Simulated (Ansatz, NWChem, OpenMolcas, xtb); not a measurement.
## A ladder of methods for BH3O (BH2(OH))

BH3O: 5 atoms, total charge 0, spin state singlet. SMILES: `[H]B([H])O`. The shape is that of a GFN2-xTB optimisation.

Quantity: the vertical ionisation energy (to the doublet cation), in eV. The values are calculated.

```
                            level            kind     program  value (eV)
                         GFN2-xTB  semi-empirical         xtb       15.09
                         GFN1-xTB  semi-empirical         xtb       16.12
                        HF/STO-3G    Hartree–Fock  OpenMolcas        9.48
HF/STO-3G, open shells restricted    Hartree–Fock  OpenMolcas        9.56
                     SVWN5/STO-3G             LDA  OpenMolcas        9.62
                      BLYP/STO-3G             GGA      Ansatz        9.68
                       PBE/STO-3G             GGA      Ansatz        9.76
                    revPBE/STO-3G             GGA      Ansatz        9.80
                    r2SCAN/STO-3G        meta-GGA  OpenMolcas        9.95
                 M06-L/6-311++G**        meta-GGA      NWChem       11.57
```

The values span 9.48 to 16.12 eV. The xTB values lack the empirical shift that such differences need.

The basis set appears to matter more here than the treatment of exchange and correlation. All the STO-3G values, from Hartree–Fock to r2SCAN, lie between 9.48 and 9.95 eV, whereas M06-L in the larger, diffuse basis gives 11.57 eV. A minimal basis cannot adapt to the electron-rich B–O bond and oxygen lone pairs. It probably penalises the neutral molecule more than the contracted, electron-poorer cation, making ionisation too easy. The small rise from LDA through the GGAs to r2SCAN is therefore no evidence of convergence towards the true ionisation energy.

Restricting the open shells raises the Hartree–Fock value only from 9.48 to 9.56 eV, as expected when the cation loses variational freedom; spin polarisation is thus a minor contribution at this level. The two xTB entries do not support a higher physical ionisation threshold. Since the functional and basis change together in the last row, the basis effect cannot be quantified without one functional evaluated in both sets.
